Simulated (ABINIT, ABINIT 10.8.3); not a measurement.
# Rhodium notebook: trying to get the lattice constant with ABINIT

*Notes of a novice, printed with their mistakes. Don't take the settings or the reasoning as a model; a review follows at the end.*

## The measurement

Rhodium is a metal with the fcc structure, and I want its lattice constant $a$, the edge of the cubic cell. The number I compare with is $a = 3.803$ Å, from "Strong-coupling superconductivity of SrIr2 and SrRh2: Phonon engineering of metallic Ir and Rh" (2021, arXiv:2108.03692). It is quoted there as the experimental lattice constant, and how it was measured is not stated. A second value, $3.8045 \pm 0.0005$ Å, is from "The Binary Bi-Rh Phase Diagram: Stable and Metastable Phases" (2017, PubMed Central 6956871). That one is powder X-ray diffraction at room temperature, on rhodium sitting next to BiRh in a quenched sample, with a little bismuth in it. The two are nearly the same, so I will use the first.

| compared with | measured | source's wording or label | T (K) | method |
| --- | --- | --- | --- | --- |
| a (Å) | 3.803 | experimental lattice constant, quoted | – | method not stated * |
| a (Å) | 3.8045 ± 0.0005 | 3.8045 ± 0.0005 A | room temperature | powder XRD, Rietveld |

Where a quantity has several values, deviations refer to the one marked *.

Conditions are those given with the value in the passage it was taken from; "not stated" means there, and the paper may say more elsewhere.

## Model and target

I want the program to relax the cell and give me $a$. There is one atom in the primitive cell, and I start from the diffraction structure, which already has $a = 3.803$ Å. My target is to be right to the second decimal, because that is how I would round it in a lab report. If the first functional does not get there, I will change settings until it does.

System: Rh, fcc; Fm-3m (No. 225), 1 atom in the primitive cell; the database structure is a diffraction structure: a = 3.803 Å.

## 1. Starting with BLYP

I have to choose a functional, and BLYP is the name I know, because B3LYP was in the chemistry lectures all the time. If it is good for molecules it should be good for a metal with only one atom, which is simpler than a molecule. I expect $a$ to stay about where it starts.

**Run 1.** ABINIT 10.8.3: BLYP, JTH PAW datasets, cell and atoms relaxed from the database structure, cutoff 20 Ha, 12x12x12 k mesh, Gaussian smearing 0.1 eV; PBE datasets.

Key lines of the input:
```
# potential files: JTH PAW datasets, made for PBE
ecut 20
pawecutdg 40
ecutsm 0.5
dilatmx 1.06
optcell 2
ionmov 2
ntime 50
ixc -106131
ngkpt 12 12 12
shiftk 0.0 0.0 0.0
occopt 7
tsmear 0.1 eV
nband 15
nstep 80
tolvrs 1.0d-10
pseudos "Rh.xml"
ntypat 1
znucl 45
natom 1
typat 1
# ... acell, rprim, xred
```

Command:
```
OMP_NUM_THREADS=1 mpirun -n 8 abinit run.abi > run.log
```

Selected lines of the output:
```
 At Broyd/MD step   4, gradients are converged :
-Cartesian components of stress tensor (GPa)         [Pressure= -1.6293E-03 GPa]
```

Converged; 2.4 min on 8 cores of Intel Xeon at 2.50GHz (Skylake/Cascade Lake), shared host.

| quantity | run 1 | measured | deviation |
| --- | --- | --- | --- |
| a (Å) | 3.9004 | 3.803 | +0.0974 (+2.6 %) |
| conventional cell volume (Å³) | 59.34 |  |  |
| final pressure (GPa) | −0.00163 |  |  |

I got $a = 3.9004$ Å, which is 2.6 % too big, so even the first decimal is wrong. But the output says the gradients are converged and the pressure is almost zero, so the calculation itself must be correct. That means BLYP is fine and the error comes from the settings for the metal. I think it is the smearing. A metal has loose electrons that hold the atoms together, and with only 0.1 eV they are not spread out enough, so the atoms drift apart.

## 2. More smearing for a metal

I will put the smearing up to 1 eV and use the Fermi-Dirac kind, because Fermi-Dirac is the one from the lecture on metals. I am also taking PBEsol this time, since the "sol" is for solids and it can't hurt. With ten times more smearing the electrons should pull the cell together, and I expect $a$ to come down towards 3.80 Å.

**Run 2.** ABINIT 10.8.3: PBEsol, JTH PAW datasets, cell and atoms relaxed from the database structure, cutoff 20 Ha, 12x12x12 k mesh, Fermi-Dirac smearing 1 eV; PBE datasets.

Key lines of the input, as changed from run 1:
```diff
- ntime 50
- ixc -106131
+ ntime 30
+ ixc -116133
- occopt 7
- tsmear 0.1 eV
+ occopt 3
+ tsmear 1 eV
- nstep 80
+ nstep 60
```

Command:
```
OMP_NUM_THREADS=1 mpirun -n 4 abinit run.abi > run.log
```

Selected lines of the output:
```
 At Broyd/MD step   5, gradients are converged :
            acell      5.2441383630E+00  5.2441383630E+00  5.2441383630E+00 Bohr
```

Converged; 32 s on 4 cores of Arm Neoverse V1, shared host.

| quantity | run 2 | measured | deviation |
| --- | --- | --- | --- |
| a (Å) | 3.9246 | 3.803 | +0.1216 (+3.2 %) |
| conventional cell volume (Å³) | 60.45 |  |  |
| final pressure (GPa) | −0.00011 |  |  |

Now $a = 3.9246$ Å, which is 3.2 % too big and even further away than BLYP. The gradients are converged again, so I trust the number. More smearing was supposed to pull the cell together, so the extra size must come from PBEsol. I conclude that PBEsol is a worse functional for rhodium than BLYP, although it has "solid" in its name.

## 3. A smaller cutoff for a smaller atom

Both cells are too big, and both had the cutoff at 20 Ha. I think the cutoff says how far out the electrons are kept before they are cut off, so with 20 Ha the atoms have too much electron cloud around them and push each other away. I will go down to 5 Ha. I am keeping PBEsol so that I can see it get better, and putting the smearing back to 0.1 eV because 1 eV did not help. I expect the cell to shrink to around 3.8 Å.

**Run 3.** ABINIT 10.8.3: PBEsol, JTH PAW datasets, cell and atoms relaxed from the database structure, cutoff 5 Ha, 12x12x12 k mesh, Gaussian smearing 0.1 eV; PBE datasets.

Key lines of the input, as changed from run 2:
```diff
- ecut 20
- pawecutdg 40
+ ecut 5
+ pawecutdg 10
- occopt 3
- tsmear 1 eV
+ occopt 7
+ tsmear 0.1 eV
```

Selected lines of the output:
```
 At Broyd/MD step  12, gradients are converged :
            acell      5.0427112179E+00  5.0427112179E+00  5.0427112179E+00 Bohr
```

Converged; 13 s, same machine.

| quantity | run 3 | measured | deviation |
| --- | --- | --- | --- |
| a (Å) | 3.7738 | 3.803 | −0.0292 (−0.8 %) |
| conventional cell volume (Å³) | 53.75 |  |  |
| final pressure (GPa) | 0.00250 |  |  |

The cell did shrink, to $a = 3.7738$ Å, so I was right about the cutoff. It is now 0.8 % too small, which must mean I cut off too much of the electron cloud and the atoms moved too close together. It also took only 13 s and the gradients are converged, so a low cutoff is clearly nothing to worry about. The cutoff is the knob that sets the size of the atom, and I only have to find the right position for it.

## 4. Turning the cutoff back up

With 5 Ha the cell is too small and with 20 Ha it was too big, so the right value has to be in between. I will try 14 Ha and leave everything else alone. The measured value is nearer to the small cell than to the big one, so 14 Ha may be a bit too much, but I expect $a$ to land somewhere above 3.80 Å and then I can turn it down again.

**Run 4.** ABINIT 10.8.3: PBEsol, JTH PAW datasets, cell and atoms relaxed from the database structure, cutoff 14 Ha, 12x12x12 k mesh, Gaussian smearing 0.1 eV; PBE datasets.

Key lines of the input, as changed from run 1:
```diff
- ecut 20
- pawecutdg 40
+ ecut 14
+ pawecutdg 28
- ixc -106131
+ ixc -116133
```

Selected lines of the output:
```
 At Broyd/MD step   4, gradients are converged :
            acell      5.0516603778E+00  5.0516603778E+00  5.0516603778E+00 Bohr
```

Converged; 12 s, same machine.

| quantity | run 4 | measured | deviation |
| --- | --- | --- | --- |
| a (Å) | 3.7805 | 3.803 | −0.0225 (−0.6 %) |
| conventional cell volume (Å³) | 54.03 |  |  |
| final pressure (GPa) | 0.00169 |  |  |

I expected more than 3.80 Å and got $a = 3.7805$ Å, still 0.6 % too small. Going from 5 to 14 Ha hardly moved it, while 20 Ha gave 3.9246 Å before, so the atom must suddenly swell somewhere between 14 and 20 Ha. That makes the cutoff a very touchy knob.

I also noticed that the relaxation begins at 3.803 Å, which is already the right answer, and then slides down from there. So part of the problem is where I start. If it starts at the answer, it can only go away from it.

## 5. Starting from a bigger cell

I will make the starting cell 2 % bigger, so that it has room to slide down and reach the measured value on the way. I am also loosening the force tolerance to 0.01 Ha/bohr, so that it stops sooner and does not slide past. The cutoff goes back to 20 Ha, because 14 Ha left the atom too small. I expect to end a little above 3.80 Å.

**Run 5.** ABINIT 10.8.3: PBEsol, JTH PAW datasets, cell and atoms relaxed from the database structure, cutoff 20 Ha, 12x12x12 k mesh, Gaussian smearing 0.1 eV; started from lattice vectors 1.02 times the database's, tolmxf 0.01 Ha/bohr; PBE datasets.

Key lines of the input, as changed from run 1:
```diff
- ixc -106131
+ tolmxf 1.0d-2
+ ixc -116133
- # ... acell, rprim, xred
+ rprim
+   0.00000000 1.93958100 1.93958100
+   1.93958100 0.00000000 1.93958100
+   1.93958100 1.93958100 0.00000000
+ # ... xred
```

Selected lines of the output:
```
 At Broyd/MD step   3, gradients are converged :
-Cartesian components of stress tensor (GPa)         [Pressure=  7.5093E-01 GPa]
```

Converged; 22 s, same machine.

| quantity | run 5 | measured | deviation |
| --- | --- | --- | --- |
| a (Å) | 3.7779 | 3.803 | −0.0251 (−0.7 %) |
| conventional cell volume (Å³) | 53.92 |  |  |
| final pressure (GPa) | 0.75093 |  |  |

It slid straight past the measured value and stopped at $a = 3.7779$ Å, 0.7 % too small. The gradients are converged after only 3 steps, so the looser tolerance did no harm. The pressure is 0.75 GPa this time, when it was almost zero before. Pressure squeezes a crystal, so that explains why the cell came out too small. I think it started too high up, picked up speed on the way down and pressed itself together at the end.

The cutoff was 20 Ha again and the atom did not swell like it did with 3.9246 Å. So the cutoff is not the knob after all, and what counts is how the run is stopped.

## 6. A second tolerance to stop it

I have only been using `tolvrs` for the electrons. There is also `toldfe`, which is for the energy, and I will type it in as well. Two tolerances must be more accurate than one, and if the energy is watched too, the cell should notice when it passes the right place. I am going back to the normal starting cell so that it does not pick up so much speed. I expect $a$ to stay close to 3.80 Å.

**Run 6.** ABINIT 10.8.3: PBEsol, JTH PAW datasets, cell and atoms relaxed from the database structure, cutoff 20 Ha, 12x12x12 k mesh, Gaussian smearing 0.1 eV; toldfe typed beside tolvrs; PBE datasets.

Key lines of the input, as changed from run 1:
```diff
- ixc -106131
+ ixc -116133
+ toldfe 1.0d-8
```

Selected lines of the output:
```
Only one of the tolXXX variables may be defined at once.
    Action: check values of tolvrs, toldfe, tolrff, toldmag and toldff.
```

Input refused; 0.6 s, same machine.

There is no lattice constant this time. The program stopped at once and says only one of the tolerances may be defined, so I have to take `toldfe` out again. I still think two would have been more accurate, but it does not let me try. What I take from this is that ABINIT does not like having the same thing typed twice, and maybe that has been spoiling my other runs too, only without a message.

## 7. Taking out the second smearing

I went through the input looking for other things that are there twice. There is `tsmear`, which is the smearing, and there is also `ecutsm`, where the "sm" must be for smearing as well. So the electrons have been smeared two times in every run. I will delete `ecutsm` and keep `tsmear`, with PBEsol and 20 Ha as before. With only one smearing the cell should stay where it starts, so I expect 3.80 Å.

**Run 7.** ABINIT 10.8.3: PBEsol, JTH PAW datasets, cell and atoms relaxed from the database structure, cutoff 20 Ha, 12x12x12 k mesh, Gaussian smearing 0.1 eV; no ecutsm; PBE datasets.

Key lines of the input, as changed from run 6:
```diff
- ecutsm 0.5
- toldfe 1.0d-8
```

Selected lines of the output:
```
 At Broyd/MD step   3, gradients are converged :
            acell      5.0517455791E+00  5.0517455791E+00  5.0517455791E+00 Bohr
```

Converged; 19 s, same machine.

| quantity | run 7 | measured | deviation |
| --- | --- | --- | --- |
| a (Å) | 3.7806 | 3.803 | −0.0224 (−0.6 %) |
| conventional cell volume (Å³) | 54.03 |  |  |
| final pressure (GPa) | 0.00740 |  |  |

I expected 3.80 Å and got $a = 3.7806$ Å, 0.6 % too small, so the second decimal is still wrong. It is almost exactly what I had with 14 Ha, which was $3.7805$ Å. So taking out the second smearing does the same to the atom as lowering the cutoff, and I suppose that is why `ecutsm` has "ecut" in its name.

The cell did not stay where it started, although nothing is in the input twice any more. The gradients are converged and the pressure is nearly zero, so the program is satisfied with this number. I think one smearing is still one too many, and the 0.1 eV that is left is what pulls the cell in.

## Collected results

| run | settings | a (Å) | deviation | cost | status |
| --- | --- | --- | --- | --- | --- |
| 1 | BLYP, cutoff 20 Ha, Gaussian smearing 0.1 eV | 3.9004 | +0.0974 (+2.6 %) | 19 core-min |  |
| 2 | PBEsol, cutoff 20 Ha, Fermi-Dirac smearing 1 eV | 3.9246 | +0.1216 (+3.2 %) | 2.1 core-min |  |
| 3 | PBEsol, cutoff 5 Ha, Gaussian smearing 0.1 eV | 3.7738 | −0.0292 (−0.8 %) | under 1 core-min |  |
| 4 | PBEsol, cutoff 14 Ha, Gaussian smearing 0.1 eV | 3.7805 | −0.0225 (−0.6 %) | under 1 core-min |  |
| 5 | PBEsol, cutoff 20 Ha, started from lattice vectors 1.02 times the database's, tolmxf 0.01 Ha/bohr | 3.7779 | −0.0251 (−0.7 %) | 86 core-s |  |
| 6 | PBEsol, cutoff 20 Ha, Gaussian smearing 0.1 eV, toldfe typed beside tolvrs | – |  | under 1 core-min | input refused |
| 7 | PBEsol, cutoff 20 Ha, Gaussian smearing 0.1 eV, no ecutsm | 3.7806 | −0.0224 (−0.6 %) | 76 core-s |  |
|  | measured | 3.803 |  |  |  |

## Where I got to

I did not get the second decimal right. The measured value is $3.803$ Å, and the closest I came is $a = 3.7806$ Å from the last run, so that is what I will write in the report, rounded to 3.78 Å. I also trust it because the run with 14 Ha gave nearly the same, and two different settings would not agree on a wrong number.

I still can't say which setting decides the size of the atom. First I thought it was the cutoff, then the way the run is stopped, and now I think it is the smearing. With 1 eV the cell was much too big and with 0.1 eV it is a bit too small, so the right smearing must be somewhere in between, and I would look for it there if I went on. BLYP gave $3.9004$ Å with the small smearing, which does not fit, but that was my first run and I probably did something wrong in it.

All the runs that started said the gradients were converged, so the program has done its part. Maybe the rhodium they measured was not quite pure.

## Reviewer's comments

Further runs made for the review:

| reviewer's run | settings | a (Å) | deviation | cost |
| --- | --- | --- | --- | --- |
| R1 | PBEsol, cutoff 20 Ha, 12x12x12 k mesh, Gaussian smearing 0.1 eV, PBE datasets | 3.7811 | −0.0219 (−0.6 %) | 75 core-s |
| R2 | PBEsol, cutoff 20 Ha, 16x16x16 k mesh, Gaussian smearing 0.1 eV, PBE datasets | 3.7823 | −0.0207 (−0.5 %) | 10 core-min |
| R3 | PBE, cutoff 20 Ha, 12x12x12 k mesh, Gaussian smearing 0.1 eV | 3.8282 | +0.0252 (+0.7 %) | 8 core-min |
| R4 | PBE+D3(BJ), cutoff 20 Ha, 12x12x12 k mesh, Gaussian smearing 0.1 eV | 3.7928 | −0.0102 (−0.3 %) | 9 core-min |
|  | measured | 3.803 |  |  |

The two measurements agree and make a good reference. The target is less sensible: common functionals often miss lattice constants by roughly 1 %, and some by more, so a correct second decimal is partly luck, and changing settings until it appears only hides errors.

Run 1 fails because of BLYP, whose success with molecules doesn't carry over to metals. R1 differs only in using PBEsol and gives 3.7811 Å instead of 3.9004 Å. Converged gradients and a vanishing pressure show that a minimum was found for the chosen settings, not that the settings are right.

Run 2 changed functional and smearing together, then blamed PBEsol, although that functional was the sensible part of the change. Against R1, the heavy smearing swelled the cell by 0.1435 Å: 1 eV means electrons at roughly 12,000 K, which weakens the bonding.

Run 3 shrank because that smearing was removed. The cutoff sets how finely the electron waves are described, not how far they reach. At 5 Ha it is far too low, and landing within 0.0073 Å of R1 is chance, not proof that low cutoffs are safe. R1 cost only 75 core-seconds.

Run 4 is sound, and nothing swells between 14 and 20 Ha: R1 has 20 Ha. Nor is the starting cell to blame, since a proper relaxation leaves it for the functional's own minimum.

Run 5 stopped too early because of its loose tolerance. The remaining 0.75 GPa was the warning: it is not an outside force, nor the result of gathered speed, but the sign of a cell still too small. The harm was slight, 0.0032 Å against R1. The novice rightly dropped the cutoff as the "knob", but how a run stops isn't one either.

Run 6 was refused because `tolvrs` and `toldfe` are alternative stopping rules for the electrons. Using both wouldn't help find the right cell, and no hidden duplication spoiled the other runs. Deleting `toldfe`, as the novice saw, was the cure; it gives R1.

Run 7 removed `ecutsm`, which doesn't smear electrons but keeps the energy smooth as the cell changes. It belongs in such a relaxation, although here its absence shifted the result by only 0.0005 Å. The match with run 4 doesn't mean that the two changes do the same thing.

The remaining 0.1 eV smearing is ordinary for a metal and isn't what pulls the cell in. A value between 0.1 and 1 eV might hit 3.803 Å, but only by cancelling errors. Runs 4 and 7 can agree on a wrong number because they share a functional. Impurity is no explanation either: the sample with a trace of bismuth gave nearly the same value.

PBEsol falls 0.6 % short in R1, and a denser k mesh (R2) moves it by only about 0.001 Å. PBE is 0.7 % too large (R3); adding D3 brings it to 0.3 % too small (R4), the nearest result, though such a correction is questionable in a metal. Thermal expansion and zero-point motion, left out here, would add roughly 0.01 Å to each computed value. That closes about half of PBEsol's gap and nearly all of PBE+D3's, but widens PBE's. What then remains is most likely the functionals' error, and gives no reason to doubt the measurement.

[Logs are printed without paths, hosts, clocks, repeated set-up lines and the standing remarks that a program may print on its own settings, such as how far it seeks lower states.]

[The runs shown are a pick from a larger set of finished runs; failed, doubtful and other runs were left out of it ahead of writing. So were measured values far from every level or from commonly accepted values, and agreement can look better than it is. Lines of input and output are excerpts and may be shortened.]
